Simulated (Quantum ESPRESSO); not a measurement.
# Decay constant across the gap of rock salt CaO at three lattice constants, from LDA complex bands along [001]

A CaO tunnel barrier a few nanometres thick passes a current that depends exponentially on how fast electron states die out inside it. The problem is to find this decay at each position of the electrode's Fermi level in the gap, and to say what happens when the crystal is expanded. The quantity calculated is $\kappa = \mathrm{Im}\,k_z$ of the slowest evanescent state along [001], in 1/Å, for ideal bulk CaO in LDA. Energies are counted from the valence-band top. The effect of expansion is read from the lines at 4.767 and 4.909 Å, which share one pseudopotential set; the line at 4.743 Å uses another and serves to check the shape.

## How the numbers were made

Ideal rock salt CaO at set cubic lattice constants, not relaxed (a = 4.743 angstrom, PseudoDojo norm-conserving: gap 3.47 eV; a = 4.767 angstrom, GBRV ultrasoft: gap 3.48 eV; a = 4.909 angstrom, GBRV ultrasoft: gap 3.51 eV). Program: Quantum ESPRESSO 7.5, plane waves, LDA, GBRV ultrasoft, PseudoDojo norm-conserving pseudopotentials, cutoffs 40 to 72 Ry for waves and 200 to 288 Ry for the density, fixed occupations, scalar-relativistic, no spin polarisation, no spin-orbit coupling; k meshes of 8 divisions in the plane and 6 along the axis. Complex bands along [001] come from pwcond with energy window 4 Ry, basis threshold 1e-05 and 7 subslabs a slab at the in-plane wavevectors (0, 0), (1/2, 0), (1/2, 1/2) and (1/4, 0) of the zone of the tetragonal cell with in-plane edges a/sqrt(2), on 40 energies in steps of 0.23 to 0.24 eV. The gap is that of the self-consistent k mesh. The rows are a selection of the grid energies, spread over the range, with the largest value of each line among them; narrow features between rows aren't shown.

Notes on method and selection:

- Semilocal functionals give gaps, and so decay constants, that are too small against experiment.
- Bulk complex bands leave out the interface: band line-up, symmetry matching to an electrode and image charges.
- The decay constants on the energy grid were kept to three decimals in 1/angstrom; interpolated values carry no more. Runs in which pwcond's reduced basis gave spurious channels inside the gap were left out.
- Kinks mark a change of the wavevector or complex band that is slowest.
- The lines don't all use the same pseudopotential set, which can shift gaps by some hundredths of an eV.
- Runs that failed checks of pwcond against itself, whose gap is too narrow for the energy step, or whose stored transmission had to be rebuilt from the program's table, are left out.
- Tables of this kind whose fit explains under a quarter of the variance weren't written up, so the strength of the trend here is selected.
- Up to three of the lattice constants or thicknesses that were run are shown, from the ends and the middle of the range.
- Systems with elements from V to Ni or with open 4f shells were left out wherever spin was off.
- Runs that did not converge, have known faults or may not be shown are not listed, and runs on Ansatz's PAW sets soft_1 and soft_2 are kept to separate tables.

Columns:

- place in gap: energy over the valence-band top divided by the gap of that line.
- energy (eV): energy over the highest filled level of the k mesh.
- Franz form (1/Å): two-band Franz form 2 kappa_mid sqrt(f (1 - f)), f the place in the gap and kappa_mid that line's decay constant interpolated to mid-gap.
- wavevector: in-plane wavevector of the slowest state.
- decay constant (1/Å): decay constant Im kz of the slowest evanescent state along [001] at this energy, least over the listed wavevectors.

## The series

| member | lattice constant | place in gap | energy (eV) | Franz form (1/Å) | wavevector | decay constant (1/Å) |
| --- | --- | --- | --- | --- | --- | --- |
| 0.23 eV | a = 4.743 angstrom | 0.066 | 0.23 | 0.147 | zone centre | 0.136 |
| 1.15 eV | a = 4.743 angstrom | 0.331 | 1.15 | 0.278 | zone centre | 0.264 |
| 2.30 eV | a = 4.743 angstrom | 0.663 | 2.30 | 0.279 | zone centre | 0.308 |
| 3.22 eV | a = 4.743 angstrom | 0.928 | 3.22 | 0.153 | (1/2, 1/2) | 0.162 |
| 0.24 eV | a = 4.767 angstrom | 0.069 | 0.24 | 0.149 | zone centre | 0.140 |
| 1.20 eV | a = 4.767 angstrom | 0.345 | 1.20 | 0.279 | zone centre | 0.268 |
| 2.16 eV | a = 4.767 angstrom | 0.621 | 2.16 | 0.285 | zone centre | 0.304 |
| 2.40 eV | a = 4.767 angstrom | 0.690 | 2.40 | 0.272 | zone centre | 0.306 |
| 3.12 eV | a = 4.767 angstrom | 0.897 | 3.12 | 0.178 | (1/2, 1/2) | 0.192 |
| 0.24 eV | a = 4.909 angstrom | 0.068 | 0.24 | 0.143 | zone centre | 0.141 |
| 1.20 eV | a = 4.909 angstrom | 0.342 | 1.20 | 0.269 | zone centre | 0.263 |
| 2.16 eV | a = 4.909 angstrom | 0.616 | 2.16 | 0.276 | zone centre | 0.287 |
| 3.12 eV | a = 4.909 angstrom | 0.890 | 3.12 | 0.177 | (1/2, 1/2) | 0.206 |

Least-squares fits to the whole series, with x = place in gap; R² and errors in the fitted variable (y, or ln y where the fit is in ln y):

| y | lattice constant | members | fit | R² | rms residual | leave-one-out rms | the same for the mean of the others |
| --- | --- | --- | --- | --- | --- | --- | --- |
| decay constant (1/Å) | a = 4.743 angstrom | 4 | y = 0.07440 + 0.9042 x − 0.8660 x² | 0.97 | 0.011 | 0.067 | 0.094 |
| decay constant (1/Å) | a = 4.767 angstrom | 5 | y = 0.07832 + 0.8752 x − 0.8248 x² | 0.97 | 0.011 | 0.050 | 0.082 |
| decay constant (1/Å) | a = 4.909 angstrom | 4 | y = 0.09430 + 0.7275 x − 0.6760 x² | 1.00 | 7.8×10⁻⁴ | 0.0052 | 0.075 |

## Reading the trend

On each line the tabulated decay constant is small near the valence top, largest somewhat above mid-gap and small again near the conduction edge. At 4.767 Å it goes from 0.140 at 0.24 eV to 0.306 at 2.40 eV and back to 0.192 1/Å at 3.12 eV.

The curve is lopsided. In all 13 rows $\kappa$ lies below the symmetric Franz form in the lower half of the gap and above it in the upper half. The reason lies in the band structure. The lowest conduction state of CaO in semilocal theory is at X, whereas the slow state at the zone centre is expected to join the valence top to the higher, s-like conduction state at Γ. Its loop therefore spans more than the gap and peaks above mid-gap. Close to the conduction edge, the X valley that projects onto (1/2, 1/2) takes over, and $\kappa$ falls with it.

Near an edge, $m^*/m_e \approx 3.8\,\kappa^2/\Delta E$, with $\Delta E$ the distance to that edge in eV and 3.8 eV Å² for $\hbar^2/2m_e$. At 4.767 Å this gives 3.8 × 0.140² / 0.24 = 0.31 at the valence side and 3.8 × 0.192² / (3.48 − 3.12) = 0.39 at the conduction side.

Expansion from 4.767 to 4.909 Å, or 3.0 %, changes $\kappa$ at equal energies as follows:

- 0.24 eV: +0.001 1/Å
- 1.20 eV: −0.005 1/Å
- 2.16 eV: −0.017 1/Å, or about −6 %
- 3.12 eV: +0.014 1/Å, or about +7 %

The fall at 2.16 eV fits an s-like state at Γ that comes down as the crystal expands, which narrows the zone-centre loop. The rise at 3.12 eV has another origin: the gap to X widens by 0.03 eV, so this energy lies deeper below the edge. That alone would give 0.192 × √((3.51 − 3.12) / (3.48 − 3.12)) = 0.200 of the 0.206 1/Å found. A slightly heavier X valley, from weaker overlap of Ca d orbitals, may supply the rest. This rise belongs to (1/2, 1/2) only. The zone-centre state decays faster at 3.12 eV, but expansion weakens its decay there, as it does at 2.16 eV.

## Departures from the trend

Largest departures from the fit to the whole series:

| member | lattice constant | decay constant (1/Å) | fit | computed − fit | in rms residuals |
| --- | --- | --- | --- | --- | --- |
| 2.40 eV | a = 4.767 angstrom | 0.306 | 0.290 | +0.016 | 1.6 |
| 2.16 eV | a = 4.909 angstrom | 0.287 | 0.286 | +0.001 | 1.4 |
| 1.20 eV | a = 4.767 angstrom | 0.268 | 0.282 | −0.014 | 1.3 |
| 1.20 eV | a = 4.909 angstrom | 0.263 | 0.264 | −0.001 | 1.3 |

The quadratic fits miss by similar amounts on two of the lines. At 4.767 Å the departures reach +0.016 1/Å at 2.40 eV and −0.014 1/Å at 1.20 eV. The line at 4.743 Å is absent from the list above, but its fit does no better. At 2.30 eV it gives 0.07440 + 0.9042 × 0.663 − 0.8660 × 0.663 × 0.663 = 0.293, which is 0.308 − 0.293 = 0.015 1/Å too low. At 1.15 eV it gives 0.07440 + 0.9042 × 0.331 − 0.8660 × 0.331 × 0.331 = 0.279, which is 0.279 − 0.264 = 0.015 1/Å too high. None of these departures exceeds 1.6 rms residuals. A parabola is symmetric about its top and cannot follow the slow rise and steeper fall of these two lines, so it runs too low above mid-gap and too high below it. The listed departures at 4.909 Å are at the level of the printed rounding.

The departures from the Franz form say more about the physics. The largest is 0.306 − 0.272 = 0.034 1/Å at 2.40 eV and 4.767 Å, where the wider zone-centre loop keeps $\kappa$ high while the symmetric form already declines. The departure at 2.30 eV and 4.743 Å, 0.308 − 0.279 = 0.029 1/Å, has the same cause. The one at 3.12 eV and 4.909 Å, 0.206 − 0.177 = 0.029 1/Å, is as large but belongs to (1/2, 1/2), where the mass is larger than at the valence top.

## Questions the table answers

**A 20 Å barrier has its Fermi level 2.16 eV above the valence top. What does expansion from 4.767 to 4.909 Å do to the tunnelling?**

With transmission proportional to $e^{-2\kappa d}$ and an unchanged prefactor, the exponent drops by 2 × (0.304 − 0.287) × 20 = 0.68. Transmission rises by a factor $e^{0.68}$ = 2.0.

If the number of layers is fixed instead, the film also thickens. Four cubic cells give exponents of 2 × 0.304 × 4 × 4.767 = 11.59 and 2 × 0.287 × 4 × 4.909 = 11.27. The gain shrinks to $e^{0.32}$ = 1.4.

**Does the same expansion help when the Fermi level is at 3.12 eV?**

Not if the current runs through the slowest state, which lies at (1/2, 1/2). At a fixed 20 Å its exponent grows by 2 × (0.206 − 0.192) × 20 = 0.56, and its transmission falls to $e^{-0.56}$ = 0.57 of the former value. For an electrode that feeds only the zone centre, the answer is yes. The state there decays faster, but expansion weakens its decay, so transmission through it rises.

**Will the Franz form do in place of the full complex bands?**

Its rms miss over the 13 rows is 0.018 1/Å, against leave-one-out errors of 0.075 to 0.094 1/Å for the mean of the others, so it gives the general shape from one mid-gap value. For currents it can be too coarse. At 2.40 eV and 4.767 Å the miss is 0.306 − 0.272 = 0.034 1/Å, and over 20 Å the form overstates transmission by $e^{2 × 0.034 × 20}$ = $e^{1.36}$ = 3.9.

## Conclusions

Between 0.066 and 0.928 of the gap, the tabulated decay is slowest near the edges and fastest somewhat above mid-gap. For the slowest state, uniform expansion by 3.0 % weakens the decay at 2.16 eV, where that state is at the zone centre, and strengthens it at 3.12 eV, where it is at (1/2, 1/2), although the gap itself hardly moves. At the zone centre the decay weakens at 3.12 eV too, so whether expansion helps at that energy depends on the in-plane wavevectors that the electrode feeds. An epitaxial film, stretched in the plane and free to contract along its normal, is a different case.

The quadratic fits are summaries of four or five points with three coefficients each. They leave a finite $\kappa$ at the valence top, where it must vanish, and should not be used near the edges.

LDA makes the gap too small, and with it the decay constants, so a real CaO barrier should attenuate more strongly than these values suggest. The electrode decides where the Fermi level falls in the gap and which states couple by symmetry; neither is contained in bulk complex bands.
